**Speaker.** Take $N$ flavours, a wide flat band of hybridisation half-width $\Delta$, $T=0$, $u=U/\pi\Delta$. The Friedel sum rule gives $-\partial n_m/\partial\epsilon_{m'}=\rho_d(0)\,(\delta_{mm'}+\partial\Sigma_m/\partial\epsilon_{m'})$. Each $n_m$ plus its bath charge is conserved, which yields the Ward identity at $\omega=0$:
$$\delta_{mm'}\partial_\omega\Sigma_m+\partial\Sigma_m/\partial\epsilon_{m'}=-\rho_d(0)\,\Gamma_{mm'}(0,0;0,0).$$
Pauli forces $\Gamma_{mm}=0$, so the diagonal element is $\tilde\gamma=1-\partial_\omega\Sigma$. With $\tilde\chi'=\rho_d\Gamma_{m\neq m'}$ the eigenvalues are $\tilde\chi_s=\tilde\gamma+\tilde\chi'$ and $\tilde\chi_c=\tilde\gamma-(N-1)\tilde\chi'$, so
$$R=\frac{\tilde\chi_s}{\tilde\gamma}=\frac{N}{N-1+r},\qquad r=\tilde\chi_c/\tilde\chi_s .$$
$R$ runs from 1 ($U=0$) to $N/(N-1)$ ($r=0$).

**Question.** What do you test against?

**Speaker.** The symmetric $N=2$ model. The Bethe ansatz (Zlatić and Horvatić) gives $\tilde\chi_{s,c}=f(\pm u)$, $f=\sum C_nu^n$, $C_n=(2n-1)C_{n-1}-\frac{\pi^2}{4}C_{n-2}$, $C_0=C_1=1$. This is the spherical Bessel recurrence, $C_n=(\pi/2)^{n+1}j_n(\pi/2)$, and Poisson's integral for $j_n$ sums the series:
$$f(u)=\frac{\pi}{2}\int_0^1\cos\frac{\pi t}{2}\;e^{\pi^2u(1-t^2)/8}\,dt .$$
A GaAs quantum dot with assumed $U=1.26$ meV, $\Delta=0.20$ meV has $u=2.0$. At $u=2$ the model has $\tilde\chi_s=8.203$, $\tilde\chi_c=0.1591$, $R=1.96196$.

Three methods compete.

- **P**: truncate $f$ at order $n$. The weight is positive and normalised, so $C_n\le(\pi^2/8)^n/n!$ and the error falls factorially once $n>\pi^2u/8$.
- **L**: write $R=1+\tanh L$ with $L=\frac12\ln[f(u)/f(-u)]=u+l_3u^3+l_5u^5+\dots$, $l_3=C_3-C_1C_2+C_1^3/3=-0.00367$, $l_5=2.53\times10^{-5}$, and truncate $L$. Since $\mathrm{Im}f>0$ for $0<\mathrm{Im}\,u\le8/\pi$ and $f>0$ for real $u$, every zero has $|u_0|>8/\pi=2.55$. The error falls geometrically, as $(u/|u_0|)^n$.
- **K**: set $r=0$, at no cost. The endpoints $t=0$ and $t=1$ give $\tilde\chi_s\simeq\sqrt{\pi/2u}\,e^{\pi^2u/8}$ and $\tilde\chi_c\simeq4/\pi^2u^2$ at large $u$, so the error falls as $u^{-3/2}e^{-\pi^2u/8}$.

**Question.** What does order $n$ cost without a Bethe ansatz?

**Speaker.** $C_m$ is an integral over $m$ vertex times. Each integrand value needs determinants for all $2^m$ vertex subsets, counted as $k^3$ for $k$ vertices, and subtraction of disconnected parts, $2^k$ terms per subset:
$$w_m=\sum_k\binom mk(2^k+k^3)=3^m+2^{m-3}m^2(m+3).$$
Work is $W_n=\sum_{m=1}^nw_m$ multiply-adds, memory $2^n$ subset values. The logarithm adds only $O(n^2)$, once.

| $n$ | $W_n$ | memory | $10^3\,\delta R$, P | $10^3\,\delta R$, L |
|---|---|---|---|---|
| 1 | 4 | 2 | +1038 | +2.07 |
| 3 | 104 | 8 | +177 | −0.065 |
| 5 | 1452 | 32 | +27.1 | −0.005 |
| 6 | 4773 | 64 | −9.63 | −0.005 |
| 10 | 351229 | 1024 | −0.040 | not needed |

K has $10^3\,\delta R=+38.0$. For $|\delta R|<0.05$ take K. For $10^{-2}$ take L at $n=1$; P first qualifies at $n=6$, $1.2\times10^3$ times dearer. For $10^{-4}$ take L at $n=3$; P needs $n=10$, a ratio of $3.4\times10^3$. Budgets of 0, 10, 200 and 2000 operations buy at best K and L at $n=1$, 3, 5.

**Question.** You left out the integration.

**Speaker.** The counts are per sample, with a common sample number $M$ assumed. Sampling error falls as $M^{-1/2}$ and must stay below the table entry.

**Question.** Is P ever preferable?

**Speaker.** Yes. $f$ is entire of order one and not a pure exponential, so zeros exist. L diverges beyond $|u_0|$, while P converges for all $u$.

**Question.** And CeSn$_3$?

**Speaker.** Keep the $J=5/2$ multiplet, $N=6$, as an impurity without crystal field. Typical $U\approx6$ eV and $\Delta\approx0.1$ eV give $u\approx19$. Judged by the $N=2$ benchmark, L has no convergence guarantee and P needs over twenty orders, beyond $3^{20}=3.5\times10^9$ operations per sample. K gives $R=1.2$. Its error follows from large-$N$, $U=\infty$ mean field, with $\kappa=N\Delta/\pi$, cutoff $D$ and renormalised level $\tilde\epsilon$: $\tilde\epsilon-\epsilon_f=\kappa\ln(D/\tilde\epsilon)$, $n_f/(1-n_f)=\kappa/\tilde\epsilon$. The charge response is $-dn_f/d\epsilon_f=(1-n_f)^3\kappa/\tilde\epsilon^2$. A traceless splitting leaves the mean fields fixed, giving the spin response $(1-n_f)\kappa/\tilde\epsilon^2$. Hence $r=(1-n_f)^2$, up to relative corrections of order $1/N$. An assumed $n_f=0.9$ gives $r=0.01$ and the model's $R=1.198$, so K is off by about 0.002 and is the choice.